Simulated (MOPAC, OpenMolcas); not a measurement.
## Si2H4F2 (SMILES F[SiH2][SiH2]F): the dipole moment, rung by rung

Si2H4F2 has 8 atoms, charge 0, and is taken as a singlet. As SMILES, `F[SiH2][SiH2]F`. The coordinates come from a PBE0-D4/def2-TZVP relaxation. This is one conformer, not always the lowest.

```xyz
8

F    -1.9348    1.2058   -0.2745
Si   -0.3578    1.1281    0.0124
Si    0.3586   -1.1096    0.0441
F     0.2810   -1.7420   -1.4288
H     0.3401    1.9142   -1.0370
H    -0.0998    1.7437    1.3416
H     1.7748   -1.1640    0.4954
H    -0.4771   -1.9419    0.9468
```

Quantity: the dipole moment, in D. The values are calculated.

| level | kind | program | value (D) | CPU time |
| --- | --- | --- | --- | --- |
| MNDO | semi-empirical | MOPAC | 1.84 | under 2 s |
| HF/6-31G* (spherical functions) | Hartree–Fock | OpenMolcas | 2.14 | 13 s |
| SVWN5/6-31G* (spherical functions) | LDA | OpenMolcas | 1.76 | 37 s |
| PBE/6-31G* (spherical functions) | GGA | OpenMolcas | 1.64 | 48 s |
| TPSS/6-31G* (spherical functions) | meta-GGA | OpenMolcas | 1.61 | 55 s |
| PBE0/6-31G* (spherical functions) | global hybrid | OpenMolcas | 1.84 | 26 s |

The values span 1.61 to 2.14 D. Magnitudes only. CPU times are rough (shared hosts, several kinds of processor): they show what a rung costs within a factor of a few.

The moment comes mainly from the two strongly polar Si–F bonds, in which fluorine draws density from the much more electropositive silicon. In the geometry given, the fluorines are gauche about the Si–Si bond, so the bond dipoles cancel only in part. In a centrosymmetric anti arrangement they would cancel completely, which makes the moment as much a measure of torsion as of bond polarity.

Hartree–Fock gives the largest value, 2.14 D, and the semi-local functionals the smallest, with PBE0 in between. Going from PBE to PBE0 raises the moment from 1.64 to 1.84 D, probably because exact exchange favours a more ionic Si–F bond. The fall from LDA through GGA to meta-GGA is much smaller than the gap to Hartree–Fock. MNDO matches PBE0 at the printed precision, but its parametrised Hamiltonian makes this no independent confirmation. All the methods support a clearly polar conformer, but without a correlated wavefunction reference or a larger basis with diffuse functions, the spread doesn't show which value is most accurate.
